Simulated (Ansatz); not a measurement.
Mg₂C₃: band masses and rigid-band transport — Ansatz, plane waves and PAW

Space group C2/m (No. 12), 5 atoms in the cell of the first input below: a = 3.361 Å, b = 3.361 Å, c = 5.015 Å, α = 100.18°, β = 100.18°, γ = 88.85°.

The structure is a measured one, not always of the ambient phase, with its volume kept and shape and atoms relaxed (pressure -1.3 GPa with this functional, without spin–orbit coupling). Functional: r2SCAN.

Spin–orbit coupling is left out. Kohn–Sham gap between the band edges found on a fine mesh: 1.91 eV.

Levels at points 0.012 Å⁻¹ about the band edges give the masses:

```yaml
crystal:
  lattice:
    - [2.4002316155, -2.352532945, -0.0053560073]
    - [2.4002316155, 2.352532945, -0.0053560073]
    - [-1.2300307562, 0.0, 4.8615329887]
  atoms:
    - { symbol: Mg, position: [0.8086518762, 0.8086518762, 0.1987820939] }
    - { symbol: Mg, position: [0.1913481238, 0.1913481238, 0.8012179061] }
    - { symbol: C, position: [0.3036422454, 0.3036422454, 0.262331355] }
    - { symbol: C, position: [0.6963577546, 0.6963577546, 0.737668645] }
    - { symbol: C, position: [0.5, 0.5, 0.5] }
basis:
  ecutwfc: 500
  ecutrho_ratio: 4
kpoints:
  mp_grid: { grid: [8, 8, 6] }
hamiltonian:
  xc: r2scan
scf:
  occupations: { method: gaussian, width: 0.05 }
output:
  forces: true
  stress: true
  eigenvalues: true
  eigenstates:
    kpoints:
      - [0.0, 0.0, -0.5]
      - [0.004584105, 0.004584105, -0.502349186]
      - [-0.004584105, -0.004584105, -0.497650814]
      - [-0.004493007, 0.004493007, -0.5]
      - [0.004493007, -0.004493007, -0.5]
      - [-1.0229e-05, -1.0229e-05, -0.490715156]
      - [1.0229e-05, 1.0229e-05, -0.509284844]
      - [6.4416e-05, 0.006418487, -0.501661125]
      - [-6.4416e-05, -0.006418487, -0.498338875]
      - [0.003234218, 0.003234218, -0.495095749]
      - [-0.003234218, -0.003234218, -0.504904251]
      - [-0.003184269, 0.003169803, -0.493434624]
      - [0.003184269, -0.003169803, -0.506565376]
      - [4.6689e-05, 0.005234767, -0.495995696]
      - [-4.6689e-05, -0.005234767, -0.504004304]
      - [-0.5, -0.5, 0.0]
      - [-0.495415895, -0.495415895, -0.002349186]
      - [-0.504584105, -0.504584105, 0.002349186]
      - [-0.504493007, -0.495506993, 0.0]
      - [-0.495506993, -0.504493007, 0.0]
      - [-0.500010229, -0.500010229, 0.009284844]
      - [-0.499989771, -0.499989771, -0.009284844]
      - [-0.499935584, -0.493581513, -0.001661125]
      - [-0.500064416, -0.506418487, 0.001661125]
      - [-0.496765782, -0.496765782, 0.004904251]
      - [-0.503234218, -0.503234218, -0.004904251]
      - [-0.503184269, -0.496830197, 0.006565376]
      - [-0.496815731, -0.503169803, -0.006565376]
      - [-0.499953311, -0.494765233, 0.004004304]
      - [-0.500046689, -0.505234767, -0.004004304]
    de_dk: true
    e_range: [-1.55581063951, 1.555810639475]
```

```bash
ansatz run input.yaml --threads 8 --pin off --max-ram 15360MiB --backend cpu --events-out ev --progress --plain --runs-dir out
```

Time: 4 s on 8 threads of Arm Neoverse V2 (shared host), peak memory 0.56 GiB.

Edges at k = (0.000, 0.000, -0.500) and (-0.500, -0.500, 0.000); masses in electron masses along fixed Cartesian directions (which need not be the axes of a valley), negative for hole-like bands, for at most the three nearest levels of the same spin at these k-points, within 0.3 eV:

```json
{"edge": "valence", "band": "1", "from the edge (meV)": "0", "degeneracy": "1", "x": "-4", "y": "-4.1", "z": "-0.747", "111": "-1.010"}
{"edge": "conduction", "band": "1", "from the edge (meV)": "0", "degeneracy": "1", "x": "1.367", "y": "0.535", "z": "0.165", "111": "0.298"}
```

These curvatures agree with the slopes at the same points. They hold at the edge alone, and further out the bands need not be parabolic.

The states of the whole zone with their velocity products:

```yaml
crystal:
  lattice:
    - [2.4002316155, -2.352532945, -0.0053560073]
    - [2.4002316155, 2.352532945, -0.0053560073]
    - [-1.2300307562, 0.0, 4.8615329887]
  atoms:
    - { symbol: Mg, position: [0.8086518762, 0.8086518762, 0.1987820939] }
    - { symbol: Mg, position: [0.1913481238, 0.1913481238, 0.8012179061] }
    - { symbol: C, position: [0.3036422454, 0.3036422454, 0.262331355] }
    - { symbol: C, position: [0.6963577546, 0.6963577546, 0.737668645] }
    - { symbol: C, position: [0.5, 0.5, 0.5] }
basis:
  ecutwfc: 500
  ecutrho_ratio: 4
kpoints:
  mp_grid: { grid: [8, 8, 6] }
hamiltonian:
  xc: r2scan
scf:
  occupations: { method: gaussian, width: 0.05 }
output:
  forces: true
  stress: true
  eigenvalues: true
  states_by_energy: { minimum_broadening: 0.05 }
```

```bash
ansatz run input.yaml --threads 8 --pin off --max-ram 15360MiB --backend cpu --events-out ev --progress --plain --runs-dir out
```

Time: 91 s on 8 threads of Arm Neoverse V2, on a shared host, peak memory 1.3 GiB.

From that table, at a constant relaxation time τ with Fermi–Dirac weights and rigid bands:

```
T (K)  doping (cm⁻³)  μ − E_F (eV)  σ_xx/τ (10²⁰/Ω m s)  S_xx (μV/K)  Lorenz (10⁻⁸ V²/K²)  ħω_p,xx (eV)
  600         n 1e19         0.881              0.00268         -455                 2.65         0.114
  600         p 1e19        -0.791              0.00178          571                 3.19         0.093
  600         n 1e20         1.017               0.0284         -271                 2.32         0.373
  600         p 1e20        -0.917               0.0182          377                 3.13         0.299
  600         n 1e21         1.219                  0.3         -112                 2.08         1.212
  600         p 1e21        -1.082                0.204          214                 2.32         1.000
  900         n 1e19         0.762              0.00282         -522                 2.05         0.118
  900         p 1e19        -0.647              0.00196          642                 2.17         0.098
  900         n 1e20         0.950               0.0286         -328                 1.98         0.374
  900         p 1e20        -0.829               0.0197          445                 2.12         0.311
  900         n 1e21         1.192                0.285         -150                 1.88         1.181
  900         p 1e21        -1.036                0.206          254                 1.82         1.005
```

Question: Which of the dopings listed at 600 K has the largest power factor S²σ/τ along x?

Answer: n 1e19: 0.55, p 1e19: 0.58, n 1e20: 2.1, p 1e20: 2.6, n 1e21: 3.8, p 1e21: 9.4 (10¹¹ W/m K² s), so p 1e21 cm⁻³, if τ is the same for all. Along z the largest is 5.8, for p 1e21 cm⁻³, as the crystal conducts unlike along its axes.

Caveats: a Lorenz number over 3 comes from carriers at unlike energies: both signs excited across the gap, or a second valley or band; melting, decomposition and changes of phase at these temperatures weren't checked; no scattering is computed, and the gap isn't corrected.

Holes give the larger power factor along x at every listed doping and temperature, although they conduct less well than electrons: their larger Seebeck coefficient outweighs the lower σ/τ. This fits a dense set of valence states, probably π levels of the allene-like C₃⁴⁻ anions, which overlap only weakly from one anion to the next, whereas the conduction states probably mix C₃ π* with more diffuse Mg s character.

The edge masses alone don't explain the hole transport. A hole mass of -4 along x against -0.747 along z would favour z, yet the best p-type power factor is 9.4 along x and only 5.8 along z. The conductivity along x is also too high for so heavy a band, even at the lightest doping. This suggests that lighter states away from the valence edge, in the same band or in others, carry much of the current. Since the power factor still rises up to the highest doping listed, the table doesn't locate an optimum carrier density.
